Dear colleague,

The split diffuse maxima around (110) in your Cu--30 at.\% Pd crystal can move with temperature even if the pair interactions and the Fermi surface stay fixed. Below is the general argument, which I know from the work of Tsatskis, and then the smallest model I can find in which it holds without approximation.

\section*{The general statement}

Let $p_i=1$ if site $i$ holds Pd and $0$ if it holds Cu, $\langle p_i\rangle=c$, and
\begin{equation}
H=\tfrac12\sum_{i\ne j}V_{ij}\,p_ip_j ,\qquad V=V^{\rm PdPd}+V^{\rm CuCu}-2V^{\rm CuPd},
\end{equation}
so that $V>0$ favours unlike pairs. Many papers define $V$ with a factor $1/2$ and then write $2\beta V$ where I write $\beta V$, with $\beta=1/k_BT$. The Warren--Cowley parameters are $\alpha_{ij}=(\langle p_ip_j\rangle-c^2)/[c(1-c)]$, and their lattice transform $\alpha(\mathbf k)$ is the short-range-order intensity in Laue units. I define the self-energy $\Sigma$ by
\begin{equation}
\alpha(\mathbf k)=\frac{1}{c(1-c)\,W(\mathbf k)},\qquad W(\mathbf k)=\beta V(\mathbf k)-\Sigma(\mathbf k).
\label{eq:def}
\end{equation}
This is exact because it is a definition; the physics lies in the form of $\Sigma$. Maxima of $\alpha$ are minima of $W$, so a peak obeys
\begin{equation}
\beta\nabla V=\nabla\Sigma .
\label{eq:peak}
\end{equation}
The Krivoglaz--Clapp--Moss (KCM) formula sets $\Sigma=-1/[c(1-c)]$, sometimes with an overall normalising factor on $\alpha$. The spherical model lets $\Sigma$ depend on $T$ so that the zone average of $\alpha$ is 1, but keeps it independent of $\mathbf k$. In both, $\alpha$ is a decreasing function of $V(\mathbf k)$, Eq.~(\ref{eq:peak}) becomes $\nabla V=0$, and for fixed $V$ the peaks sit at the minima of $V(\mathbf k)$ at every temperature. Any motion must come from the $\mathbf k$ dependence of $\Sigma$.

At a special point such as (110) both gradients vanish by symmetry, and $W$ is even in the displacement $k$ along the splitting direction:
\begin{equation}
W=W(0)+\tfrac12W''k^2+\tfrac1{24}W''''k^4+\dots,\qquad k_*^2=-6W''/W'''' .
\label{eq:pitch}
\end{equation}
If $W''''>0$, the special point is the maximum of $\alpha$ for $W''>0$ and the peak is split for $W''<0$. The peaks merge at the temperature $T_0$ where $\beta V''=\Sigma''$. If $W''$ passes linearly through zero there, $k_*\propto|T-T_0|^{1/2}$ on the split side and $k_*=0$ on the other. For $W''''<0$ the maximum jumps instead and there is no square root. Nothing in the free energy is singular at $T_0$.

\section*{Why a chain with two interactions}

Take the line $(h,1,0)$ in units of $2\pi/a$, on which a pair of your four peaks lies at $h=1\pm q$. Summing $\cos\mathbf k\cdot\mathbf R$ over the fcc shell $\mathbf R=\frac a2(l,m,n)$ gives on this line $-4$ for 110, $4+2\cos2\pi h$ for 200, $-8\cos2\pi h$ for 211, $4+8\cos2\pi h$ for 220, $-8$ for 310, $8\cos2\pi h$ for 222 and $-16\cos2\pi h$ for 321. A single harmonic $\cos2\pi h$ has extrema only at integer and half-integer $h$, so interactions out to the seventh shell cannot split the minimum of $V$ along this line. The harmonic $\cos4\pi h$ first appears with the eighth shell, 400. The least one needs is two harmonics, and the least lattice that carries them is a row of sites along [100] with spacing $a$, coupled at distances $a$ and $2a$. With $k=2\pi q$,
\begin{equation}
V(k)=2V_1\cos k+2V_2\cos2k,\qquad V_1<0<V_2,\qquad \kappa=V_2/|V_1| .
\end{equation}
For $\kappa>1/4$ the minimum of $V$ is split, $\cos k_V=1/(4\kappa)$. The rows are independent, so the model describes a profile along one line, not the three-dimensional pattern, and it has no ordering transition. My illustrative inputs are $V_1=-100$ meV and $V_2=+30$ meV, so $\kappa=0.3$, and KCM and the spherical model give $q=0.0932$ r.l.u. at all $T$.

\section*{Closed solution at $c=1/2$}

With $s_i=2p_i-1$ the energy is $\beta H=-K_1\sum s_is_{i+1}+K_2\sum s_is_{i+2}$, where $K_1=\beta|V_1|/4$ and $K_2=\beta V_2/4$, and $\alpha_n=\langle s_0s_n\rangle$; the terms linear in $s$ cancel against the chemical potential at $c=1/2$. The bond variables $\tau_i=s_is_{i+1}$ turn this into a nearest-neighbour chain in a field, with transfer matrix and largest eigenvalue
\begin{equation}
\mathsf T=\begin{pmatrix}e^{K_1-K_2}&e^{K_2}\\ e^{K_2}&e^{-K_1-K_2}\end{pmatrix},\qquad
\lambda=e^{-K_2}\cosh K_1+\rho ,
\end{equation}
where $\rho=(e^{-2K_2}\sinh^2K_1+e^{2K_2})^{1/2}$. Since $s_0s_n=\tau_0\cdots\tau_{n-1}$, we have $\alpha_n=v^{T}\sigma\mathsf M^{\,n-1}v$ with $\sigma={\rm diag}(1,-1)$, $\mathsf M=\mathsf T\sigma/\lambda$ and $v$ the normalised leading eigenvector. The Cayley--Hamilton theorem for $\mathsf M$ gives
\begin{equation}
\alpha_{n+1}=t\,\alpha_n-d\,\alpha_{n-1},\qquad t=\frac{2e^{-K_2}\sinh K_1}{\lambda},\qquad d=\frac{2\sinh2K_2}{\lambda^2}.
\end{equation}
Because $\mathsf M^{-1}=\lambda\sigma\mathsf T^{-1}$, the matrix expression returns $1$ at $n=0$ and $v^T\sigma v=\alpha_1$ at $n=-1$. The recurrence therefore holds at $n=0$ with $\alpha_{-1}=\alpha_1$, which gives $\alpha_1=t/(1+d)$. Summing the series with these starting values,
\begin{equation}
\alpha(k)=\frac{N}{1+t^2+d^2-2t(1+d)\cos k+2d\cos2k},\qquad N=\frac{(1-d)[(1+d)^2-t^2]}{1+d}.
\end{equation}
The inverse intensity has just the two harmonics of $V$. Comparing with Eq.~(\ref{eq:def}), where $c(1-c)=1/4$, the exact self-energy is $\Sigma=\Sigma_0+2\Sigma_1\cos k+2\Sigma_2\cos2k$ with
\begin{equation}
\Sigma_1=-4K_1+\frac{4t(1+d)}{N},\qquad \Sigma_2=4K_2-\frac{4d}{N},\qquad \Sigma_0=-\frac{4(1+t^2+d^2)}{N}.
\end{equation}
Equation~(\ref{eq:peak}) has the solution $\cos k_*=t(1+d)/4d$. The other eigenvalue of $\mathsf T$ is $-2\sinh(2K_2)/\lambda$ and the two differ by $2\rho$, so $\lambda(1+d)=2\rho$ and $\lambda$ drops out:
\begin{equation}
\cos k_*=f\equiv\frac{\sinh K_1\,\sqrt{1+e^{-4K_2}\sinh^2K_1}}{2\sinh2K_2},
\label{eq:exact}
\end{equation}
valid while $f<1$; for $f\ge1$ the peak is single, at $k=0$. At high temperature
\begin{equation}
f=\frac1{4\kappa}\Bigl[1+\tfrac23(K_1^2-K_2^2)+O(\beta^3)\Bigr],
\label{eq:half}
\end{equation}
so the KCM position is the limit $T\to\infty$ only. At low temperature $f$ diverges for $\kappa<1/2$, and for $1/4<\kappa<1/2$ the peaks must merge on cooling. For $\kappa>1/2$, $f\to0$ and the peak goes to $q=1/4$; for $1/2<\kappa<1$ it first moves inwards on cooling, by Eq.~(\ref{eq:half}), and then outwards. The direction of the drift is thus not universal.

For my inputs $K_1=K=290.1\,{\rm K}/T$ and $K_2=0.3K$. The root of $f=1$ is $K_0=0.7565$, or $T_0=383.5$ K. There $\Sigma_1=0.242$ and $\Sigma_2=0.091$, so $\Sigma''(0)=-2\Sigma_1-8\Sigma_2=-1.21$, while $\beta V''(0)=8K_1-32K_2=-1.21$, as the general condition demands. In Eq.~(\ref{eq:pitch}), $W''=-2W_1-8W_2$ and $W''''=2W_1+32W_2$ with $W_n=\beta V_n-\Sigma_n$; at $T_0$, $W_1=-4W_2$ and $W''''=24W_2>0$. Then $k_*^2\simeq2(1-f)$, and with $K_0\,df/dK=0.275$,
\begin{equation}
q=\frac{1}{2\pi}\Bigl[2K_0\frac{df}{dK}\,\frac{T-T_0}{T_0}\Bigr]^{1/2}=0.118\,\Bigl(\frac{T-T_0}{T_0}\Bigr)^{1/2}\ {\rm r.l.u.}
\end{equation}
At 400 K this gives 0.0245 against the exact 0.0238. The law is local: the exact curve bends over and saturates at 0.0932.

\section*{Your composition, $c=0.3$}

Away from $c=1/2$ the chain is still solvable. In equilibrium it is a Markov chain with a memory of two sites. Let $u,w,y,z$ be the probabilities that the next site is Pd after the sequences 00, 10, 01, 11 (older site first, 1 = Pd). Each conditional probability is the Boltzmann weight of the added site times $\psi({\rm new\ pair})/[\Lambda\,\psi({\rm old\ pair})]$, with $\psi$ the leading right eigenvector of the $4\times4$ transfer matrix and $\Lambda$ its eigenvalue. In the ratio of odds for the two values of the older site, $\psi$ and the chemical potential cancel. They also cancel when the periodic sequences $11\dots$, $00\dots$ and $0101\dots$ are compared. This yields
\begin{equation}
\frac{w(1-u)}{u(1-w)}=\frac{z(1-y)}{y(1-z)}=e^{-\beta V_2},\qquad \frac{z(1-u)}{w(1-y)}=e^{-\beta V_1}.
\end{equation}
The pair probabilities are $P_{00}=(1-c)^2+c(1-c)\alpha_1$, $P_{11}=c^2+c(1-c)\alpha_1$, $P_{01}=c(1-c)(1-\alpha_1)$, and stationarity requires $P_{00}u=P_{01}(1-w)\equiv b$ and $P_{01}y=P_{11}(1-z)\equiv g$. The $V_2$ conditions become the quadratics $(P_{00}-b)(P_{01}-b)=e^{-\beta V_2}b^2$ and $(P_{01}-g)(P_{11}-g)=e^{-\beta V_2}g^2$, of which the smaller roots are physical, and the $V_1$ condition then fixes $\alpha_1$ as one scalar root.

For the intensity write $p_{n+1}=u+\phi_1p_n+\phi_2p_{n-1}+\gamma r_n+\epsilon_{n+1}$ with $r_n=p_{n-1}p_n$, $\phi_1=y-u$, $\phi_2=w-u$, $\zeta=z-y$, $\gamma=\zeta-\phi_2$, where $\epsilon$ has zero mean given the past. Multiplying by $p_n$ gives $r_{n+1}=yp_n+\zeta r_n+p_n\epsilon_{n+1}$. The noises $\epsilon_n$ and $p_{n-1}\epsilon_n$ are uncorrelated between different sites. Eliminating $r$,
\begin{equation}
\alpha(k)=\frac{A_0+2A_1\cos k}{c(1-c)\,|D(e^{ik})|^2},\qquad D(x)=(1-\phi_1x-\phi_2x^2)(1-\zeta x)-\gamma yx^2,
\label{eq:gen}
\end{equation}
with $A_0=(1+\zeta^2)S+\gamma(\gamma-2\zeta)S_1$, $A_1=\gamma S_1-\zeta S$, $S_1=\langle p_{n-1}\epsilon_n^2\rangle=P_{01}y(1-y)+P_{11}z(1-z)$ and $S=\langle\epsilon_n^2\rangle=S_1+P_{00}u(1-u)+P_{01}w(1-w)$. At $c=1/2$, $\gamma=0$, the factor $|1-\zeta e^{ik}|^2$ cancels and the two-harmonic form returns. At $c=0.3$ the numerator survives, so $\Sigma$ acquires all harmonics although $V$ has two. The curvature of Eq.~(\ref{eq:gen}) at $k=0$ changes sign at $K_0=0.622$, that is $T_0=466$ K. The peak offsets $q$ of the model, in r.l.u., are
\begin{center}
\begin{tabular}{lcccc}
 & 400 K & 800 K & 1100 K & KCM, spherical\\
$c=1/2$ & 0.0238 & 0.0782 & 0.0849 & 0.0932\\
$c=0.3$ & 0 & 0.0606 & 0.0702 & 0.0932
\end{tabular}
\end{center}
Between 800 and 1100 K the splitting opens by 9\% at $c=1/2$ and by 16\% at $c=0.3$, where $\alpha_1$ falls from 0.265 to 0.202.

The composition effect has a simple origin. For $V_2=0$ the chain has $\alpha_n=\alpha_1^n$, $\alpha(k)=(1-\alpha_1^2)/(1-2\alpha_1\cos k+\alpha_1^2)$ and $P_{00}P_{11}/P_{01}^2=e^{-\beta V_1}$, so $\Sigma_1=\beta V_1+\alpha_1/[c(1-c)(1-\alpha_1^2)]$ exactly. Expanding the logarithm, with $x=c/(1-c)$,
\begin{equation}
\Sigma_1=A\alpha_1^2+B\alpha_1^3+\dots,\quad A=\frac{(1-2c)^2}{2c^2(1-c)^2},\quad B=\frac1{c(1-c)}-\frac{2+x^3+x^{-3}}{3}.
\label{eq:AB}
\end{equation}
I take from the literature on the expansion of Tokar, Masanskii and Grishchenko that $\Sigma_{ij}=A\alpha_{ij}^2+B\alpha_{ij}^3$ holds pair by pair on any lattice to this order, multi-site terms entering at fourth order. The chain bears this out. At $c=1/2$, $A=0$ and $B=8/3$, and inserting $\alpha_1\simeq K_1$, $\alpha_2\simeq-K_2$ into $\cos k_*=-W_1/4W_2$ reproduces the $2/3$ of Eq.~(\ref{eq:half}). At $c=0.3$, $A=1.814$ and $B=-0.166$, so the quadratic term rules. With $\alpha_n\simeq-c(1-c)\beta V_n$ one gets $\Sigma_n\simeq\frac12(1-2c)^2\beta^2V_n^2$ and
\begin{equation}
\cos k_*=\frac1{4\kappa}\Bigl[1+\tfrac12(1-2c)^2\beta(|V_1|+V_2)+O(\beta^2)\Bigr],
\end{equation}
where the correction is $0.416K$ for my inputs. The shift starts at first order in $1/T$, one order earlier than at $c=1/2$, and at this order it points towards the special point for every $\kappa$. The series shows the mechanism but converges slowly here: at 1100 K it gives $\cos k_*=0.925$ where Eq.~(\ref{eq:gen}) gives 0.904. Likewise, at $T_0$ of the equiatomic chain, where $\alpha_1=0.467$, the cubic term gives 0.271 for $\Sigma_1$, close to the exact value, but only 0.002 for $\Sigma_2$, whose exact 0.091 comes from higher orders.

\section*{What carries over to the crystal}

Equations (\ref{eq:peak}) and (\ref{eq:pitch}) carry over unchanged for a pair model with fixed $V$ on a rigid lattice, and you can estimate the sign of the drift from your own $\alpha_{lmn}$. Using the quadratic term of Eq.~(\ref{eq:AB}) and the shell sums above, the curvature of $\Sigma$ along $(h,1,0)$ at $h=1$ is
\begin{equation}
\frac{d^2\Sigma}{dh^2}\simeq-4\pi^2A\,\bigl(2\alpha_{200}^2-8\alpha_{211}^2+8\alpha_{220}^2+8\alpha_{222}^2-16\alpha_{321}^2+\dots\bigr).
\end{equation}
The first shell drops out however large $\alpha_{110}$ is. If the bracket is positive, $\Sigma$ has a local maximum at (110) and pulls the peaks inwards. Since $\Sigma''$ fades as $\beta^2$ at high temperature and $\beta V''$ only as $\beta$, the splitting then widens on heating, as in the table.

Three neglected effects can imitate or mask this. The first is thermal expansion. The compiled coefficients at 293 K are $16.5\times10^{-6}$/K for Cu and $11.8\times10^{-6}$/K for Pd (Kaye and Laby Online, NPL). Their concentration-weighted mean, $15.1\times10^{-6}$/K, serves as a rough value for the alloy and implies that the reciprocal lattice shrinks by about 0.45\% over 300 K. This disappears if you quote $q$ in r.l.u. of the hot lattice, and for a rigidly scaling Fermi surface the nesting vector is constant in those units. The second is a temperature dependence of $V$ itself, through thermal smearing of the Fermi surface or through the volume; Eq.~(\ref{eq:peak}) still holds, but KCM then also predicts motion. The third is displacement scattering, which adds a sloping background that shifts apparent maxima and must be separated first. The chain cannot size the last two.

All offsets and temperatures above are the model's. I chose $\kappa=0.3$ to bring the merging into view, and the energy scale to put $T_0$ below the ordering temperature of the alloy, typically 700 to 800 K, since the alloy is typically split throughout its disordered range and $T_0$ is then not reachable in equilibrium. As typical knowledge and not as a measurement, offsets near 30 at.\% Pd are about 0.1 to 0.15 r.l.u. and drift by a few per cent at most over such an interval, so the $c=0.3$ row of the table is low in $q$ by about a factor of two and high in drift by a factor of several. The two misses are linked, because the drift is amplified by the square root near $T_0$. If I choose $V_2=40$ meV instead ($\kappa=0.4$) so that the offset falls in the typical range, Eq.~(\ref{eq:exact}) for the equiatomic chain gives $q=0.1366$ at 800 K and $0.1390$ at 1100 K, a drift of 1.8\%. A drift of that size is only four times the expansion correction, so the conversion to r.l.u. at each temperature matters. A widely split, nearly stationary quartet therefore does not show that $\Sigma$ is independent of $\mathbf k$. The square-root regime should be sought where the splitting is already small, and there $q^2$ plotted against $T$ is linear close to $T_0$, where it reaches zero.